## Results and discussion

The decision that hangs on these numbers is whether one orbital energy from a single LB94 run may stand in for the third ionisation energy of a fifth-period element, M²⁺ → M³⁺, or whether two total energies are needed. In all 17 rows minus the eigenvalue lies above the NIST value, by 1.23 eV or 4.1 % of that value on average. The sign of the step between neighbouring rows is right everywhere except Tc²⁺ → Ru²⁺. The pairs Cd²⁺/In²⁺ and Tc²⁺/Ru²⁺, and the row Te²⁺, show where the shortcut holds, where it fails and where it only seems to hold.

Fifth-period ions of charge +2 as spherical all-electron Kohn-Sham atoms, computed with the radks radial solver and Libxc (LB94 model potential, non-relativistic, spin-polarised, point nucleus). Each ion has the ground configuration listed by NIST, with open shells filled at highest spin. Minus the highest occupied eigenvalue serves as the estimate of the ionisation energy.

```tsv
species	Z	electrons	configuration	−ε(highest occupied) (eV)	highest level mean radius (bohr)	highest level	NIST table (eV)	kind of table value	stated uncertainty (eV)	computed less table (eV)
Rb2+	37	35	[Ar] 3d10 4s2 4p5	39.960	1.6329	4p down	39.247	semi-empirical	0.003	0.713
Sr2+	38	36	[Ar] 3d10 4s2 4p6	43.113	1.5528	4p	42.88353	measured	0.00019	0.229
Zr2+	40	38	[Kr] 4d2	24.120	1.9411	4d up	23.17	semi-empirical	0.004	0.950
Nb2+	41	39	[Kr] 4d3	26.266	1.8067	4d up	25.04	semi-empirical	n/a	1.23
Mo2+	42	40	[Kr] 4d4	28.399	1.6910	4d up	27.13	semi-empirical	0.12	1.27
Tc2+	43	41	[Kr] 4d5	30.512	1.5904	4d up	29.55	semi-empirical	n/a	0.962
Ru2+	44	42	[Kr] 4d6	31.203	1.4960	4d down	28.47	semi-empirical	n/a	2.73
Rh2+	45	43	[Kr] 4d7	33.086	1.4225	4d down	31.06	semi-empirical	n/a	2.03
Pd2+	46	44	[Kr] 4d8	35.056	1.3561	4d down	32.93	semi-empirical	n/a	2.13
Ag2+	47	45	[Kr] 4d9	37.067	1.2956	4d down	34.8	semi-empirical	0.3	2.27
Cd2+	48	46	[Kr] 4d10	39.097	1.2403	4d	37.468	measured	0.006	1.63
In2+	49	47	[Kr] 4d10 5s1	29.452	2.3272	5s up	28.04415	measured	0.00012	1.41
Sn2+	50	48	[Kr] 4d10 5s2	31.614	2.2166	5s	30.506	measured	0.003	1.11
Sb2+	51	49	[Kr] 4d10 5s2 5p1	25.699	2.4489	5p up	25.3235	measured	n/a	0.375
Te2+	52	50	[Kr] 4d10 5s2 5p2	27.953	2.3261	5p up	27.84	measured	0.04	0.113
I2+	53	51	[Kr] 4d10 5s2 5p3	30.292	2.2107	5p up	29.57	measured	0.025	0.722
Xe2+	54	52	[Kr] 4d10 5s2 5p4	32.088	2.0730	5p down	31.05	semi-empirical	0.04	1.04
```

Here $\varepsilon$ is the Kohn-Sham eigenvalue of the highest occupied level, $Z$ the nuclear charge and $\langle r\rangle$ the mean radius of that level; up and down are the majority and minority spin, and the last column is $-\varepsilon$ less the NIST value. The printed output of the analysis follows the text.

### The rise within a subshell

With the exact Kohn-Sham potential, $-\varepsilon$ of the highest level equals the ionisation energy, because both fix the decay of the density far from the nucleus. This needs an exchange-correlation potential that falls as $-1/r$, so that the departing electron of a 2+ ion feels a charge of +3. LB94 builds that tail in by adding to the local-density potential of each spin $\sigma$ the term

$$-\beta\,\rho_\sigma^{1/3}\,\frac{x_\sigma^2}{1+3\beta x_\sigma \sinh^{-1}x_\sigma},\qquad x_\sigma=\frac{|\nabla\rho_\sigma|}{\rho_\sigma^{4/3}},$$

with $\rho_\sigma$ the spin density and $\beta$ a constant. The tail is the same along the series, so the trend comes from how far the level reaches inside it. Each step adds a proton and an electron to the same subshell, where it screens the proton only in part. The level sinks and contracts: about 2 eV per element in 4d, 5s and 5p (Tc → Ru excepted) and 3.15 eV from Rb²⁺ to Sr²⁺, while the 4d radius shrinks from 1.94 to 1.24 bohr.

Two hydrogenic limits frame the link between energy and size. Since $E\propto q^2/n^2$ and $\langle r\rangle\propto n^2/q$ for charge $q$ and quantum number $n$, a change of $q$ alone gives $E\propto\langle r\rangle^{-2}$ and a change of $n$ alone gives $E\propto\langle r\rangle^{-1}$. The computed exponents are about $-1.2$ in both halves of the 4d shell and $-1.45$ to $-1.61$ for the s and p levels, the latter from only two or three rows each. The fixed-$n$ picture therefore overstates the rise, most of all for 4d. Slater's rules take the 4d effective charge from $40-36-0.35=3.65$ in Zr²⁺ to $48-36-9\times0.35=8.85$ in Cd²⁺, an energy ratio of $(8.85/3.65)^2=5.88$, against 1.62 in both the calculation and the NIST column. A main reason is that the screening constant 0.35 shares each pair repulsion between two electrons, as suits a total energy, whereas a removal energy carries the full repulsion with every neighbour.

### Cd²⁺ to In²⁺: a change of shell

The fall of 9.645 eV (NIST: 9.424 eV, both values measured) occurs because the electron now leaves 5s, and the radius jumps from 1.24 to 2.33 bohr. The Cd²⁺ run contains the accounting. Its empty 5s level lies at $-27.89$ eV, 11.21 eV above 4d, and in a local potential it feels the same +3 tail as an occupied level. The step to In²⁺ deepens 5s by 1.56 eV, which leaves a fall of about $11.21-1.56=9.65$ eV. This split is an identity and no prediction, but it gives the rule: a drop at a shell change is the gap to the next level less the deepening of that level over the step. The falls at Sn²⁺ → Sb²⁺ (5.92 eV, NIST 5.18 eV) and Sr²⁺ → Zr²⁺ (two units of $Z$) are of the same kind. In²⁺ → Sn²⁺ shows an ordinary step of 2.16 eV, which fits the counting below: a lone s electron has no parallel partner in its subshell to lose.

The good agreement of the Cd → In fall should not be read as accuracy in each level. The runs are non-relativistic, and scalar relativity binds 5s more and 4d less. Including it would shrink the 1.63 eV error of Cd²⁺ and widen the 1.41 eV error of In²⁺.

### Tc²⁺ to Ru²⁺: the half-filled shell

The NIST column falls by 1.08 eV here, the calculation rises by 0.69 eV, and the error jumps from 0.96 to 2.73 eV, 9.6 % of the NIST value and the largest in the series. Exchange counting explains the shape. Let each pair of parallel d electrons gain an energy $K$. Removing an electron from a high-spin $d^n$ ion breaks $n-1$ such pairs for $n\le5$. For $n>5$ the electron removed is of minority spin and breaks $n-6$ pairs. Both counts grow by one per element, so they merge with screening into one slope $b$, and they differ by five:

$$I(n)=a+b\,n-D\,[n>5]+B\,t(n),\qquad D=5K,$$

where the bracket is 1 for $n>5$ and 0 otherwise. The last term is the multiplet effect that a spherical atom cannot have. In $d^2$ the highest-spin terms are F and P, with orbital weights 7 and 3 and a separation of $15B$ ($B$ is the Racah parameter), so F lies $0.3\times15B=4.5B$ below their average. The same holds for $d^3$, $d^7$ and $d^8$, and the other occupations have a single highest-spin term. The function $t(n)$ is this stabilisation for $d^n$ less that for $d^{n-1}$: $+4.5,\,0,\,-4.5,\,0,\,0$ for $n=2$ to 6 and $+4.5,\,0,\,-4.5,\,0$ for $n=7$ to 10.

The formula was fitted to the nine rows Zr²⁺ to Cd²⁺, once for each column. Since $t(5)=t(6)=0$, the step Tc → Ru is $b-D$. For the NIST column this is $2.241-3.361=-1.12$ eV against the tabulated $-1.08$ eV; for the calculation it is $2.015-1.289=+0.73$ eV against $+0.69$ eV. Both rows were in the fit and largely fix $D$, so the match is no independent test. The useful result is the criterion, that the energy falls at the half shell only if $D>b$. The slopes are similar, but the calculation has only about 0.4 of the reference $D$, which slows the rise without reversing it. That share is soft: $D$ of the reference moves from 2.98 to 3.36 eV when the term effect is added, and $D$ of the calculation ranges from 1.03 to 1.59 eV when single rows are left out.

The term effect behaves as argued. It lowers the rms misfit of the NIST column from 0.19 to 0.05 eV with $B=0.07$ eV, several hundred cm⁻¹ and roughly the size recalled for 4d ions, while in the spherical calculation $B$ is near zero. This is suggestive only: four parameters meet nine rows, eight of them semi-empirical, five without a stated uncertainty and Ag²⁺ uncertain by 0.3 eV, about the size of $4.5B$ itself. Differences among the errors of Rh²⁺, Pd²⁺ and Ag²⁺ carry no meaning for the same reason. The computed column keeps a misfit of about 0.1 eV, far above its rounding, because its slope is 2.13 eV per element in the first half and 1.98 in the second, which a single $b$ cannot follow.

The small computed $D$ traces to the gradient term of the potential, though these numbers show it only indirectly. Scalar relativity varies smoothly with $Z$ and cannot produce a jump at one element, though it may account for part of the general 4d excess. Spin-orbit coupling $\zeta$ in 4d does jump here, but the wrong way to explain the miss: it lowers the $d^4$ ground level by about $1.5\zeta$, $d^5$ not at all and $d^6$ by about $\zeta$. It therefore reduces the true value for Tc²⁺, raises that for Ru²⁺ and hides part of the reference $D$. The local exchange favours the majority spin. The gradient term can be written as $-(|\nabla\rho_\sigma|/\rho_\sigma)/(1/\beta x_\sigma+3\sinh^{-1}x_\sigma)$. The minority density, short of d electrons, is lower and falls more steeply where 4d resides, so the added attraction favours the minority spin and cancels much of the splitting. Three observations show the signs of this. The 4s up-down gap is 0.19 eV in the Mo²⁺ run with four unpaired electrons and 0.52 eV in the Pd²⁺ run with two, so in these two rows it does not grow with the moment, whereas the gaps of 3s, 3p and 3d do. And at I²⁺ → Xe²⁺ the radius contracts by $2.2107-2.0730=0.138$ bohr, more than the $2.3261-2.2107=0.115$ bohr of the step before, although a less bound minority level is normally the more diffuse. The 4d radii show a milder form of the same thing: the contraction of 0.0944 bohr at Tc → Ru lies much nearer the 0.1006 before it than the 0.0735 after it, so the minority level of Ru²⁺ is more compact than the smooth trend. None of this measures the 4d splitting; a local-density run of the two ions without the gradient term is the direct check. Spreading the electron over five orbitals is not the cause. If the two spin levels split by $J$ per unpaired electron, the majority level continued to six unpaired electrons would lie $3J$ below their mean and the minority level of $d^6$ lies $2J$ above it, so the eigenvalues too carry $D=5J$.

### Te²⁺ and the 5p rows

Te²⁺ has the smallest error, 0.113 eV or 0.4 % of a measured value, yet I²⁺ next to it is off by 0.722 eV. Spin-orbit coupling $\zeta$, of order a few tenths of an eV to 1 eV in 5p and absent from the runs, would shift the errors in these directions. It lowers the $p^1$ ground level by $\zeta$, which raises the true value for Sb²⁺. It lowers $p^2$ by between $\zeta$ and $2\zeta$, which leaves Te²⁺ unchanged or raised if $\zeta$ is alike in the two ions. It lowers $p^3$ by less than $p^2$, which reduces the value for I²⁺. The small error of Sb²⁺, and perhaps that of Te²⁺, is then partly a cancellation between a level that is too deep and a missing stabilisation; the signs are argued and the sizes are not determined here.

Pairing begins at Xe²⁺, where the counting gives $D=3K$. The computed step shrinks from 2.34 to 1.80 eV and the NIST column also keeps rising, by 1.48 eV, so $D<b$ in both. The reference deficit is 0.25 or 0.64 eV depending on which earlier steps serve as baseline, too entangled with spin-orbit shifts to measure the true 5p step; the compact minority level of Xe²⁺ noted above indicates that the gradient term reduces the 5p splitting as it does that of 4d.

For these ions the LB94 eigenvalue may be used as an estimate from above, within 0.1 to 1.4 eV for s, p and 4d² to 4d⁵ levels and 1.6 to 2.7 eV from 4d⁶ to 4d¹⁰, and it orders neighbours correctly within a spin channel and across a change of shell. Across 4d⁵/4d⁶ the order is not safe. There the reference values are needed, or total-energy differences, which LB94 as a potential without an energy functional does not supply and which are not tested here.

Output of the analysis:

```
ion level calc NIST err[eV] err% | step calc, NIST [eV] | <r>[bohr] n*(charge 3) E<r>[Eh bohr]
Rb 4p down 39.960 39.247 +0.713  1.8 |       -       - | 1.6329 1.751 2.398
Sr 4p      43.113 42.884 +0.229  0.5 |  +3.153  +3.637 | 1.5528 1.685 2.460
Zr 4d up   24.120 23.170 +0.950  4.1 | -18.993 -19.714 | 1.9411 2.253 1.721
Nb 4d up   26.266 25.040 +1.226  4.9 |  +2.146  +1.870 | 1.8067 2.159 1.744
Mo 4d up   28.399 27.130 +1.269  4.7 |  +2.133  +2.090 | 1.6910 2.076 1.765
Tc 4d up   30.512 29.550 +0.962  3.3 |  +2.113  +2.420 | 1.5904 2.003 1.783
Ru 4d down 31.203 28.470 +2.733  9.6 |  +0.691  -1.080 | 1.4960 1.981 1.715
Rh 4d down 33.086 31.060 +2.026  6.5 |  +1.883  +2.590 | 1.4225 1.924 1.730
Pd 4d down 35.056 32.930 +2.126  6.5 |  +1.970  +1.870 | 1.3561 1.869 1.747
Ag 4d down 37.067 34.800 +2.267  6.5 |  +2.011  +1.870 | 1.2956 1.818 1.765
Cd 4d      39.097 37.468 +1.629  4.3 |  +2.030  +2.668 | 1.2403 1.770 1.782
In 5s up   29.452 28.044 +1.408  5.0 |  -9.645  -9.424 | 2.3272 2.039 2.519
Sn 5s      31.614 30.506 +1.108  3.6 |  +2.162  +2.462 | 2.2166 1.968 2.575
Sb 5p up   25.699 25.323 +0.376  1.5 |  -5.915  -5.183 | 2.4489 2.183 2.313
Te 5p up   27.953 27.840 +0.113  0.4 |  +2.254  +2.517 | 2.3261 2.093 2.389
I  5p up   30.292 29.570 +0.722  2.4 |  +2.339  +1.730 | 2.2107 2.011 2.461
Xe 5p down 32.088 31.050 +1.038  3.3 |  +1.796  +1.480 | 2.0730 1.953 2.445
Sr->Zr spans two Z. Rounding: calc 0.0005 eV, NIST up to 0.05 eV; largest stated unc 0.3 eV
error: mean 1.229 eV (4.1%), min 0.113 Te, max 2.733 Ru
4p     slope calc 3.153 NIST 3.637 eV/Z; mean err 0.47 eV; dlnE/dln<r> -1.51 (limits -1, -2)
4d2-5  slope calc 2.131 NIST 2.123 eV/Z; mean err 1.10 eV; dlnE/dln<r> -1.18 (limits -1, -2)
4d6-10 slope calc 1.977 NIST 2.174 eV/Z; mean err 2.16 eV; dlnE/dln<r> -1.21 (limits -1, -2)
5s     slope calc 2.162 NIST 2.462 eV/Z; mean err 1.26 eV; dlnE/dln<r> -1.45 (limits -1, -2)
5p1-3  slope calc 2.297 NIST 2.123 eV/Z; mean err 0.40 eV; dlnE/dln<r> -1.61 (limits -1, -2)
Cd/Zr energy ratio: Slater Zeff^2 5.88, calc 1.62, NIST 1.62; radius ratio 0.639
Cd run gaps 4d-5s 11.21, 5s-5p 6.73 eV; 5s deepens Cd->In 1.56 eV; <r> In/Cd 1.88
4s up-down gap: Mo (4 unpaired) 0.19 eV, Pd (2 unpaired) 0.52 eV
4d fits I = a + b n - D[n>5] + B t(n), eV; residuals (data - fit) Zr..Cd
calc line: a=20.825 b=1.803 rms 0.350 worst Tc | -0.31 +0.03 +0.36 +0.67 -0.44 -0.36 -0.20 +0.01 +0.24
calc +step: a=20.225 b=2.028 D=1.349 rms 0.099 worst Zr | -0.16 -0.04 +0.06 +0.15 +0.16 +0.01 -0.05 -0.06 -0.06
calc +step+term: a=20.272 b=2.015 D=1.289 B=-0.011 rms 0.095 worst Tc | -0.13 -0.05 +0.02 +0.17 +0.13 +0.05 -0.05 -0.10 -0.03
calc leave-one-out: D 1.03..1.59, B -0.021..0.001 eV; full fit 4.5B -0.05 eV, B -90 cm^-1, K=D/5 0.26 eV
NIST line: a=19.999 b=1.660 rms 0.764 worst Ru | -0.15 +0.06 +0.49 +1.25 -1.49 -0.56 -0.35 -0.14 +0.87
NIST +step: a=18.674 b=2.157 D=2.982 rms 0.188 worst Ag | +0.18 -0.10 -0.17 +0.09 -0.16 +0.27 -0.02 -0.30 +0.21
NIST +step+term: a=18.379 b=2.241 D=3.361 B=0.070 rms 0.052 worst Mo | -0.01 -0.06 +0.10 -0.03 +0.01 +0.04 -0.02 -0.07 +0.04
NIST leave-one-out: D 3.30..3.42, B 0.063..0.084 eV; full fit 4.5B 0.32 eV, B 566 cm^-1, K=D/5 0.67 eV
D calc/NIST: step model 0.45, with term 0.38
calc step deficit: Tc->Ru vs mean of adjacent steps 1.31 eV; I->Xe vs Te->I 0.54, vs mean Sb..I 0.50 eV
NIST step deficit: Tc->Ru vs mean of adjacent steps 3.59 eV; I->Xe vs Te->I 0.25, vs mean Sb..I 0.64 eV
error jump Tc->Ru 1.77 eV, I->Xe 0.32 eV
```
